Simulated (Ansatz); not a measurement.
# Al: the change of energy above lowest point with volume scale

Free energy against uniform scaling of the volume at fixed shape and fractions; periodic cell, basis, potentials, k mesh and filling as listed. The results are calculated, by Ansatz 0.2.0.

The cell before it is scaled or strained (space group P6_3/mmc, No. 194):
```
Al
1.0
      2.8125     0.0000     0.0000
     -1.4062     2.4357     0.0000
      0.0000     0.0000     4.8668
Al
2
Direct
  0.66667 0.33333 0.75000
  0.33333 0.66667 0.25000
```

Settings of every row: functional LDA; dispersion none; potentials all-electron LAPW; k mesh 12x12x6; k shift 0x0x0; occupations fermi dirac; smearing width 0.1 eV; spin none.

Limits: coarse k mesh, up to 40 meV an atom off; the cell comes from a prototype or a list of computed structures and needn't be the stable phase.

```
row  volume scale  V (Å³/atom)  energy above lowest point (meV/atom)
  1          0.94        15.67                                   0.7
  2          0.97        16.17                                     0
  3             1        16.67                                   6.6
  4          1.03        17.17                                     ?
  5          1.06        17.67                                    37
```

Question: what energy above lowest point should row 4 give?

Worked fit of energy above lowest point. Take u = (V_r/V)^(2/3) − 1 with V_r = 16.42 Å³ an atom, which is twice the finite (Eulerian) strain; such expansions in the strain, on which the Birch-Murnaghan equation of state is built, carry the rest volume and the bulk modulus. The shown rows have u = 0.03166, 0.01028, -0.01002, -0.04774. Least squares give energy above lowest point = 2.48 − 322.6 × u + 8391 × u² meV/atom; a straight line predicts inner rows, each left out in turn, worse (root mean square 8.3 against 0.11 meV/atom). The rows lie off it by 0.0, -0.1, 0.0, 0.0. Its lowest point lies at u = 0.0192, or V = 15.96 Å³ an atom, and the curvature there gives the bulk modulus at fixed shape and fractions, B = (4/9)(1 + u)² E″(u)/V = 77.8 GPa. Letting shape and atoms relax would as a rule lower it, by much in layered, chain or molecular crystals. The withheld row has u = -0.02934, so the fit gives 2.48 − 322.6 × (-0.02934) + 8391 × (-0.02934)² = 19.2 meV/atom.

The calculation gave 19.3 meV/atom. The fit lies 0.1 meV/atom (0.27 % of the column's range) below it, one unit of the last digit.
